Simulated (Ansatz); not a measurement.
## LaTe: the change of energy above lowest point with volume scale

All results are calculated (Ansatz 0.2.0). Free energy against uniform scaling of the volume at fixed shape and fractions; periodic cell, basis, potentials, k mesh and filling as listed.

The cell before it is scaled or strained (space group Fm-3m, No. 225):
```
cell vectors (Å)
   0.0000     3.2287     3.2287
   3.2287     0.0000     3.2287
   3.2287     3.2287     0.0000
atoms (fractions of the cell vectors)
La  0.00000  0.00000  0.00000
Te  0.50000  0.50000  0.50000
```

Settings of every row: functional PBEsol; dispersion D3(BJ)+ATM; potentials PAW; wave cutoff 500 eV; density cutoff 2000 eV; k mesh 8x8x8; k shift 0x0x0; occupations fermi dirac; smearing width 0.01 eV; spin none.

Limits: coarse k mesh, up to 40 meV an atom off; minimum outside the range; no spin-orbit coupling, which can matter with elements this heavy.

```
row  volume scale  V (Å³/atom)  energy above lowest point (meV/atom)
  1        0.9406       31.658                                     0
  2        0.9703       32.658                                     ?
  3             1       33.658                                  28.4
  4        1.0297       34.657                                  57.2
  5        1.0594       35.657                                  93.7
```

Question: what energy above lowest point should row 2 give?

Worked fit of energy above lowest point. Take u = (V_r/V)^(2/3) − 1 with V_r = 34.157 Å³ an atom, which is twice the finite (Eulerian) strain; such expansions in the strain, on which the Birch-Murnaghan equation of state is built, carry the rest volume and the bulk modulus. The shown rows have u = 0.05196, 0.00986, -0.00964, -0.02825. Least squares give energy above lowest point = 41.73 − 1475.2 × u + 12934 × u² meV/atom; a straight line predicts inner rows, each left out in turn, worse (root mean square 13 against 0.11 meV/atom). All shown rows lie on it to the printed digit. The withheld row has u = 0.03037, so the fit gives 41.73 − 1475.2 × (0.03037) + 12934 × (0.03037)² = 8.9 meV/atom.

The calculation gave 8.7 meV/atom. The fit lies 0.2 meV/atom (2.3 % of the value, 0.21 % of the column's range) above it; its largest miss of a shown row is 0.0 meV/atom.
